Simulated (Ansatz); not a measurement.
## Mg: the change of pressure and energy less free atoms with volume per atom

All results are calculated (Ansatz 0.2.0). Periodic Kohn-Sham DFT of a crystal at fixed atoms; pressure and stress are positive in compression; the energy is the free energy less that of spherical unpolarised free atoms; site moments are those in the method's own spheres, positive along +z.

Cell of the first row (space group P6_3/mmc, No. 194):
```
Mg
1.0
      3.1438     0.0000     0.0000
     -1.5719     2.7226     0.0000
      0.0000     0.0000     5.1040
Mg
2
Direct
  0.33333 0.66667 0.25000
  0.66667 0.33333 0.75000
```

Settings of every row: method all-electron LAPW; functional LDA; relativity scalar; k mesh 12x12x7; filling fermi-dirac; smearing width 0.05 eV; basis error target 1 meV/atom; nucleus gaussian.

Atom start moment: 0 on all atoms.

```csv
row,volume per atom (Å³),pressure (GPa),energy less free atoms (eV/atom)
1,21.843,-0.417,-1.7655
2,22.307,-1.184,-1.7631
3,22.772,-1.871,-1.7587
4,23.005,-2.188,-1.7557
5,23.237,?,?
6,23.469,-2.771,-1.7485
7,23.702,-3.04,-1.7443
8,24.166,-3.533,-1.7347
9,24.631,-3.974,-1.7238
```

Question: what pressure and energy less free atoms should row 5 give?

Worked fit of pressure. Take u = (V_r/V)^(2/3) − 1 with V_r = 23.237 Å³ an atom, which is twice the finite (Eulerian) strain; such expansions in the strain, on which the Birch-Murnaghan equation of state is built, carry the rest volume and the bulk modulus. The shown rows have u = 0.04211, 0.0276, 0.01357, 0.00671, -0.0066, -0.01312, -0.0258, -0.0381. Least squares give pressure = −2.4878 + 43.719 × u + 126.36 × u² + 74 × u³ GPa; a parabola predicts inner rows, each left out in turn, worse (root mean square 0.0013 against 0.00066 GPa). The rows lie off it by 0.000, -0.001, 0.000, 0.001, 0.000, 0.000, 0.000, 0.000. The withheld row has u = 0, so the fit gives −2.4878 + 43.719 × (0) + 126.36 × (0)² + 74 × (0)³ = -2.488 GPa.

The calculation gave -2.488 GPa. The fit meets it to the printed digit.

Worked fit of energy less free atoms. Take u = (V_r/V)^(2/3) − 1 with V_r = 23.237 Å³ an atom, which is twice the finite (Eulerian) strain; such expansions in the strain, on which the Birch-Murnaghan equation of state is built, carry the rest volume and the bulk modulus. The shown rows have u = 0.04211, 0.0276, 0.01357, 0.00671, -0.0066, -0.01312, -0.0258, -0.0381. Least squares give energy less free atoms = −1.75232 − 0.5417 × u + 5.436 × u² eV/atom; a straight line predicts inner rows, each left out in turn, worse (root mean square 0.0028 against 3.1e-05 eV/atom). All shown rows lie on it to the printed digit. The withheld row has u = 0, so the fit gives −1.75232 − 0.5417 × (0) + 5.436 × (0)² = -1.7523 eV/atom.

The calculation gave -1.7523 eV/atom. The fit meets it to the printed digit.
